## Estimating a 3d orbital by hand: ions with 26 electrons

Fe looks wrong at the top of this series. Co+ has one more proton, yet its 3d orbital is larger: the mean radius $\langle r\rangle$ goes from 1.0848 to 1.0960 bohr. The orbital energy $\varepsilon$ deepens by only 3.25 eV, against 26.29 eV for the step from Cu3+ to Zn4+. The configuration column resolves this: Fe is $3d^6 4s^2$, all other rows are $3d^8$, and only these form one series.

Atom and ions with 26 electrons, computed with B-spline radial code 1 using non-relativistic Hartree-Fock at the basis-set limit, with a spherical atom and a point nucleus. Each row is an average over the configuration shown. ε is the 3d orbital energy; <r> and <r²> are the mean radius and mean square radius of that orbital.

```tsv
species	Z	charge (e)	configuration	ε(3d) (eV)	<r>(3d) (bohr)	<r²>(3d) (bohr²)
Fe	26	0	[Ar] 3d6 4s2	-16.5406	1.0848	1.5321
Co+	27	1	[Ar] 3d8	-19.7944	1.0960	1.6008
Cu3+	29	3	[Ar] 3d8	-60.9299	0.84224	0.89211
Zn4+	30	4	[Ar] 3d8	-87.2232	0.76406	0.72402
Ga5+	31	5	[Ar] 3d8	-116.994	0.70185	0.60483
Ge6+	32	6	[Ar] 3d8	-150.121	0.65059	0.51578
Se8+	34	8	[Ar] 3d8	-226.159	0.57009	0.39177
Br9+	35	9	[Ar] 3d8	-268.981	0.53764	0.34702
Kr10+	36	10	[Ar] 3d8	-314.965	0.50901	0.30998
Sr12+	38	12	[Ar] 3d8	-416.336	0.46065	0.25247
Zr14+	40	14	[Ar] 3d8	-530.150	0.42120	0.21018
Nb15+	41	15	[Ar] 3d8	-591.696	0.40404	0.19306
Tc17+	43	17	[Ar] 3d8	-724.031	0.37379	0.16472
Ru18+	44	18	[Ar] 3d8	-794.807	0.36037	0.15291
Rh19+	45	19	[Ar] 3d8	-868.649	0.34792	0.14235
Pd20+	46	20	[Ar] 3d8	-945.552	0.33634	0.13288
Cd22+	48	22	[Ar] 3d8	-1108.53	0.31541	0.11662
```

### Two screening numbers for one orbital

A 3d electron in the field of a charge $Z-\sigma$ has
$$\varepsilon=-\frac{(Z-\sigma)^2}{18}\ \text{hartree},\qquad \langle r\rangle=\frac{10.5}{Z-\sigma},\qquad \langle r^2\rangle=\frac{126}{(Z-\sigma)^2},$$
with lengths in bohr, $\langle r^2\rangle$ the mean square radius and $\sigma$ the screening number. Inverting these Hartree-Fock values gives a separate $\sigma$ for each column. For Zn4+ the energy gives 22.40 and the radius 16.26. Both fall at every step along $3d^8$, while their gap stays between 5.96 (Co+) and 6.21.

First-order perturbation theory explains the gap. Let $\rho=Zr$ and let $V(\rho)$ be the repulsion from the other electrons in units of $Z$ hartree. Then $\varepsilon=-Z^2/18+Z\langle V\rangle$, and matching this to $-Z^2/18+\sigma Z/9$ gives $\sigma_E=9\langle V\rangle$. The change of radius is $2\langle\phi|V|\psi\rangle$, where $\phi$ is the response of the orbital $\psi$ to a perturbation $\rho$. For nodeless 3d, $\phi=-\tfrac32(\rho^2-126)\psi$. Matching to $10.5\,\sigma$ gives $\sigma_r=\langle(126-\rho^2)V\rangle/3.5$.

A unit charge at the nucleus, $V=1/\rho$, counts as 1 in both. Charge lying wholly outside the electron makes $V$ constant: it raises the energy but exerts no force, and since $\langle\rho^2\rangle=126$ it drops out of $\sigma_r$. Evaluated on hydrogenic orbitals with exchange and no fitted number, a 1s electron screens almost fully, while a fellow 3d electron counts 0.75 in the energy and 0.42 in the radius. The totals are 19.87, 13.63 and, for $\langle r^2\rangle$, 14.00; the gap of 6.24 is the value that the table approaches from below. These are the large-$Z$ limits of Hartree-Fock itself, so the agreement checks the reasoning and not nature.

The same view explains part of the step from Fe to Co+. The radial charge of Fe, $Z-\sigma_r$, is $26-16.32=9.68$, that of Co+ is $27-17.42=9.58$: the screening grows by 1.10, more than the added proton. The likely cause is that two electrons move from the outlying 4s, which hardly acts on the 3d radius, into 3d. At the large-$Z$ rate of 0.42 each they would add only 0.84, and 3d would still shrink. The rest is expected from the low net charge, where a loosely held shell swells more than first-order theory allows. The step changes $Z$ and configuration together, so this cause is argued and not isolated by the numbers.

### The rule

At finite charge the next order in $1/Z$ adds a falling term, and one term serves all three columns:
$$\sigma=s+\frac{27}{Z-19},\qquad s=20\ (\varepsilon),\quad 13.8\ (\langle r\rangle),\quad 14.3\ (\langle r^2\rangle).$$
The constants were rounded by inspection of the $3d^8$ rows, so the two examples below are not independent tests. The values of $s$ lie close to the computed limits. The 27 and the 19 trade against each other: least-squares fits of the energy screening over the sixteen $3d^8$ rows, with 18 or 20 in place of 19, give 30.8 or 22.9 in place of 27. Neither number, nor the pole, has a physical meaning. A plausible but untested source of the term is that 3s and 3p lie further inside 3d at low charge. In the same calculations the ratio of 3d to 3p radius is 1.090 in Zn4+ and 0.919 in Ru18+, against the hydrogenic 0.840.

For Zn4+, $27/11=2.455$. With $1/18$ hartree $=1.5117$ eV, the energy charge $30-20-2.455=7.545$ gives $\varepsilon=-1.5117\times7.545^2=-86.1$ eV, against $-87.2$ eV in the table. The radius is $10.5/13.745=0.764$ bohr, matching the table to three figures, and $\langle r^2\rangle=126/13.245^2=0.718$ bohr², against 0.724.

For Pd20+, $27/27=1$, and the charges are 25, 31.2 and 30.7. These give $-944.8$ eV, 0.337 bohr and 0.134 bohr², against $-945.6$, 0.336 and 0.133.

### Accuracy and range

Relative to the table, from Cu3+ upward the rule is within 1.5 % in $\varepsilon$, 0.3 % in $\langle r\rangle$ and 1.9 % in $\langle r^2\rangle$, with Cu3+ worst each time; the binding is too weak there in every row, by 0.6 to 1.3 eV. The printed output after this section lists each row. At Co+ the rule is 2.5 % low in $\langle r\rangle$ and 9.5 % low in $\langle r^2\rangle$, a sign of an outer tail more diffuse than a hydrogenic shape allows, so its good energy there deserves little trust. For Fe, which took no part in the fits, it misses the energy by 58 %. The rule is thus meant for $3d^8$ and $Z$ from 29 to 48.

Slater's constant screening, 20.45, lies below every energy value of $\sigma$ and above every radial one, and in the energy formula above it overbinds Co+ by 228 %. Slater's own recipe for ionisation energies takes differences of total energies, a use not tested here. A quadratic $-Z^2/18+aZ+b$, fitted to the $3d^8$ energies with two numbers where the rule uses three, has an rms error of 2.0 % against the rule's 0.65 %.

An orbital energy is a frozen-orbital quantity. In the same calculations $-\varepsilon$ exceeds the relaxed ionisation energy by 3.33 to 3.44 eV from Cu3+ upward and by 3.77 eV in Co+. Relaxation is second order in the repulsion and so nearly independent of $Z$; subtracting about 3.4 eV is enough. In Fe this recipe doesn't apply, because 4s is the highest level and is ionised first.

At high charge the calculation behind the table limits an estimate of the ionisation energy more than the rule does. For Pd20+ the rule misses the table by 0.7 eV, while the computed ionisation energy lies 9.2 eV above a tabulated theoretical value uncertain to 4 eV; for Co+ it lies 1.1 eV below the measured one. Much of the excess at high $Z$ comes from averaging. Tabulated values join ground levels, and the ground term lies further below the configuration average in $3d^7$ than in $3d^8$, so the averaged ionisation energy is too large by about $5(F^2+F^4)/63$. With the 3d Slater integrals $F^2$ and $F^4$ of the same calculations this is 2.0 eV in Zn4+ and 4.5 eV in Ru18+, where the whole excess is 7.5 eV. The remainder in Ru18+ is about as large as the 3 eV uncertainty of the tabulated value; relativity and correlation both enter it and aren't separated here. One $\varepsilon$ also hides spin-orbit splitting, whose constant $\zeta(3d)$ comes out as 0.17 eV in Zn4+ and 1.93 eV in Ru18+. These are bare central-field values without two-electron terms, and such values miss measured fine structure by tens of per cent, so they show only the rough size.

The shell-by-shell count carries over to neighbouring series. A filled $3d^{10}$ shell has two more companions, which raise the limiting energy screening nearly twice as much as the radial one, so at equal $Z$ its 3d is larger and less bound and the gap is wider; the falling term would need refitting. The 3s and 3p electrons of the present ions penetrate the core, are screened less and lie deeper than 3d.

Output of the analysis:

```
Large-Z screening per electron, hydrogenic orbitals, no fit (energy, <r>, <r2>)
  1s x2: 0.998 0.993 0.994
  2s x2: 0.899 0.717 0.732
  2p x6: 0.926 0.787 0.800
  3s x2: 0.638 0.282 0.297
  3p x6: 0.663 0.329 0.344
  3d x7: 0.753 0.421 0.440
  total: 19.87 13.63 14.00; energy minus <r>: 6.24
Rule: sigma = s + 27/(Z-19), s = 20, 13.8, 14.3; rounding of the table below 0.005 %
ion    sigma E, r, r2 (table)  E-r | rule error: |E| eV, |E| %, r %, r2 %
Fe     22.69 16.32 16.93  6.37 |  -9.60 -58.03  16.02  33.70
Co+    23.38 17.42 18.13  5.96 |   0.07   0.36  -2.49  -9.48
Cu3+   22.65 16.53 17.12  6.12 |  -0.93  -1.52  -0.27  -1.92
Zn4+   22.40 16.26 16.81  6.15 |  -1.15  -1.32  -0.02  -0.81
Ga5+   22.20 16.04 16.57  6.16 |  -1.25  -1.07   0.07  -0.23
Ge6+   22.03 15.86 16.37  6.17 |  -1.26  -0.84   0.10   0.09
Se8+   21.77 15.58 16.07  6.19 |  -1.15  -0.51   0.10   0.38
Br9+   21.66 15.47 15.95  6.19 |  -1.07  -0.40   0.09   0.45
Kr10+  21.57 15.37 15.84  6.19 |  -0.98  -0.31   0.08   0.49
Sr12+  21.40 15.21 15.66  6.20 |  -0.82  -0.20   0.07   0.55
Zr14+  21.27 15.07 15.52  6.20 |  -0.70  -0.13   0.06   0.58
Nb15+  21.22 15.01 15.45  6.20 |  -0.66  -0.11   0.06   0.58
Tc17+  21.12 14.91 15.34  6.21 |  -0.64  -0.09   0.06   0.60
Ru18+  21.07 14.86 15.29  6.21 |  -0.65  -0.08   0.06   0.60
Rh19+  21.03 14.82 15.25  6.21 |  -0.67  -0.08   0.06   0.61
Pd20+  20.99 14.78 15.21  6.21 |  -0.71  -0.08   0.06   0.61
Cd22+  20.92 14.71 15.13  6.21 |  -0.83  -0.08   0.06   0.62
Rule energy: 3d8 rows rms 0.65 %, worst Cu3+ -1.52 %; charge 3+ up rms 0.66 %, worst Cu3+ -1.52 %
Rule <r>: 3d8 rows rms 0.63 %, worst Co+ -2.49 %; charge 3+ up rms 0.10 %, worst Cu3+ -0.27 %
Rule <r2>: 3d8 rows rms 2.47 %, worst Co+ -9.48 %; charge 3+ up rms 0.72 %, worst Cu3+ -1.92 %
Slater 20.45, 3d8: energy rms 64.45 %, worst Co+ +227.66 %; <r> rms 33.53 %, worst Co+ +46.26 %
Quadratic, a 62.7, b -609 eV: 3d8 rms 2.02 %, worst Cu3+ +4.04 %; 3+ up rms 2.02 %, worst Cu3+ +4.04 %
Fit 3d8, c=18 (s, b, rms in sigma): E 19.87, 30.8, 0.031; r 13.56, 33.2, 0.060; r2 13.85, 36.4, 0.077
Fit 3d8, c=19 (s, b, rms in sigma): E 19.99, 26.7, 0.015; r 13.69, 28.8, 0.043; r2 14.00, 31.7, 0.059
Fit 3d8, c=20 (s, b, rms in sigma): E 20.12, 22.9, 0.010; r 13.83, 24.7, 0.024; r2 14.15, 27.1, 0.037
Zn4+: extra 2.45; Zeff 7.55, 13.75, 13.25; E -86.1 eV, r 0.764, r2 0.718 bohr units
Pd20+: extra 1.00; Zeff 25.00, 31.20, 30.70; E -944.8 eV, r 0.337, r2 0.134 bohr units
Second difference of |E|, eV: at Zn4+ 3.477, at Rh19+ 3.061, hydrogenic 3.023
Fe to Co+: r +1.0 %, r2 +4.5 %, |E| +3.25 eV; Cu3+ to Zn4+ +26.29 eV
|E| minus computed ionisation energy: Co+ 3.77 eV, others 3.33 to 3.44 eV
Computed minus tabulated IE: Co+ -1.1 eV -6.2 %; Zn4+ +1.2 eV +1.5 %; Pd20+ +9.2 eV +1.0 %; Cd22+ +10.2 eV +0.9 %
<r>3d/<r>3p: Zn4+ 1.090, Kr10+ 0.970, Ru18+ 0.919 , hydrogenic 0.840
zeta(3d): Zn4+ 0.17 eV, Kr10+ 0.59 eV, Ru18+ 1.93 eV
```
